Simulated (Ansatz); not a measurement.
**C4H3F5: which of these isomers lies lowest?**

2 of its isomers, all singlets with charge 0: A = `F/C(=C/C(F)F)C(F)F`; B = `FC/C(F)=C\C(F)(F)F`.

Shapes, held fixed at every level: PBE0-D4/def2-TZVP. Flexible molecules stand in one conformer, not always the lowest. Programs: Ansatz 0.2.0.

A:

```xyz
12

F    -0.4445    0.3575   -2.2350
C    -0.1144    0.2332   -0.9454
C    -0.7532   -0.6429   -0.1922
C    -0.5186   -0.9402    1.2457
F    -0.3047   -2.2761    1.3806
F    -1.6473   -0.6510    1.9477
C     0.9886    1.2061   -0.6393
F     1.1972    1.3391    0.6864
F     2.1409    0.7721   -1.2002
H    -1.5372   -1.2307   -0.6592
H     0.3148   -0.4126    1.7040
H     0.7554    2.1906   -1.0591
```

B:

```xyz
12

F     1.6241   -1.8809   -0.8324
C     0.9167   -0.7266   -1.0797
C     0.9938    0.1728    0.1029
F     2.2458    0.5173    0.3967
C     0.0057    0.6651    0.8335
C    -1.4333    0.3396    0.6088
F    -1.6844   -0.9772    0.6516
F    -2.1858    0.9197    1.5469
F    -1.8808    0.7719   -0.5835
H    -0.1166   -0.9837   -1.3108
H     1.3721   -0.2262   -1.9409
H     0.2198    1.3528    1.6408
```

Electronic energies in kJ/mol, without zero-point or thermal terms.

**Question.** Which isomer should be the most stable, and roughly by how much?

**Answer.** B < A in rising energy, over a span of 28 kJ/mol, by CCSD(T)/CBS estimate. All levels agree on that. The B − A difference spans -32.3 to -27.5 kJ/mol over the levels. The CBS estimate extrapolates MP2 from def2-TZVPP and def2-QZVPP and adds CCSD(T) − MP2 in the triple-zeta set, cores frozen.

```csv
level,kind,B − A
HF/def2-TZVPP,Hartree–Fock,-27.5
SPW92/def2-TZVPP,LDA,-31.4
r2SCAN-D4/def2-TZVPP,meta-GGA,-31.9
wB97M-V/def2-TZVPP,range-separated hybrid,-30.4
wB97X-V/def2-TZVPP,range-separated hybrid,-29.1
CCSD/def2-SVP,coupled cluster or CI,-32.3
CCSD(T)/CBS estimate,coupled cluster or CI,-27.5
```

Isomer B lies lower at every level, and the preference comes from how fluorine is distributed over the saturated carbons. Both molecules have a vinylic fluorine and the same cis arrangement of the carbon substituents about the double bond, so neither alkene substitution nor cis crowding as such distinguishes them. Going from A to B in effect turns two CHF2 groups into a CF3 and a CH2F group. This increases the number of geminal fluorine pairs, which are stabilising: fluorine lone pairs donate into neighbouring C–F antibonding orbitals, and the strongly positive carbon attracts the fluorines bound to it.

Hartree–Fock already gives -27.5 kJ/mol, the same as the CCSD(T)/CBS estimate, which suggests that the preference is mainly a mean-field bonding effect rather than a product of electron correlation. The larger gap from CCSD/def2-SVP probably reflects its small basis. The ordering is therefore well supported, but total energies alone cannot separate the hyperconjugative from the electrostatic share of the stabilisation.
